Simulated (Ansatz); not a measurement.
## ScCu: the change of pressure and energy above relaxed cell with volume per atom

Results calculated with Ansatz 0.2.0, not measured. Plane-wave density functional theory, PAW datasets, Gaussian smearing 0.05 eV: one cell in which all forces lie under 0.002 eV/angstrom; stress (xx yy zz yz xz xy) and pressure positive in compression; site moments are of spin alone; formation energy from the elements run alike, uncorrected.

Cell of the first row (space group Pm-3m, No. 221):
```
ScCu
1.0
      3.1672     0.0000     0.0000
      0.0000     3.1672     0.0000
      0.0000     0.0000     3.1672
Sc Cu
1 1
Direct
  0.00000 0.00000 0.00000
  0.50000 0.50000 0.50000
```

Settings of every row: paw set soft_2; functional PBEsol; spin treatment none; moment partition spheres; spin axis none; wave cutoff 420 eV; k mesh 10x10x10; SCF start atoms; lower state search light; symmetry use detected.

Atom first moment, atom hubbard u: 0 on all atoms.

| row | volume per atom (Å³) | pressure (GPa) | energy above relaxed cell (meV per atom) | formation energy (eV per atom) |
| --- | --- | --- | --- | --- |
| 1 | 15.885 | 4.373 | 8.69 | -0.2597 |
| 2 | 16.216 | ? | ? | ? |
| 3 | 16.547 | -0.008 | 0 | -0.2684 |
| 4 | 16.878 | -1.878 | 1.99 | -0.2664 |
| 5 | 16.897 | -1.979 | 2.22 | -0.2662 |
| 6 | 17.209 | -3.563 | 7.65 | -0.2607 |
| 7 | 17.432 | -4.602 | 13.35 | -0.255 |

Question: what pressure and energy above relaxed cell should row 2 give?

Worked fit of pressure. Take u = (V_r/V)^(2/3) − 1 with V_r = 16.887 Å³ an atom, which is twice the finite (Eulerian) strain; such expansions in the strain, on which the Birch-Murnaghan equation of state is built, carry the rest volume and the bulk modulus. The shown rows have u = 0.04162, 0.01365, 0.00036, -0.00039, -0.01251, -0.02095. Least squares give pressure = −1.9266 + 135.425 × u + 373.24 × u² + 232 × u³ GPa; a parabola predicts inner rows, each left out in turn, worse (root mean square 0.002 against 0.0005 GPa). All shown rows lie on it to the printed digit. The pressure vanishes at u = 0.0137, or V = 16.55 Å³ an atom, and there the bulk modulus at fixed shape and fractions is B = −V dP/dV = (2/3)(1 + u) dP/du = 98.5 GPa. The withheld row has u = 0.0274, so the fit gives −1.9266 + 135.425 × (0.0274) + 373.24 × (0.0274)² + 232 × (0.0274)³ = 2.069 GPa.

The calculation gave 2.068 GPa. The fit lies 0.001 GPa (0.011 % of the column's range) above it, one unit of the last digit.

Worked fit of energy above relaxed cell. Take u = (V_r/V)^(2/3) − 1 with V_r = 16.887 Å³ an atom, which is twice the finite (Eulerian) strain; such expansions in the strain, on which the Birch-Murnaghan equation of state is built, carry the rest volume and the bulk modulus. The shown rows have u = 0.04162, 0.01365, 0.00036, -0.00039, -0.01251, -0.02095. Least squares give energy above relaxed cell = 2.099 − 305.31 × u + 11088.3 × u² + 1261 × u³ meV per atom; a parabola predicts inner rows, each left out in turn, worse (root mean square 0.011 against 0.0017 meV per atom). All shown rows lie on it to the printed digit. Its lowest point lies at u = 0.0137, or V = 16.54 Å³ an atom, and the curvature there gives the bulk modulus at fixed shape and fractions, B = (4/9)(1 + u)² E″(u)/V = 98.5 GPa. The withheld row has u = 0.0274, so the fit gives 2.099 − 305.31 × (0.0274) + 11088.3 × (0.0274)² + 1261 × (0.0274)³ = 2.08 meV per atom.

The calculation gave 2.08 meV per atom. The fit meets it to the printed digit.

The other values of row 2: formation energy -0.2663 eV per atom.
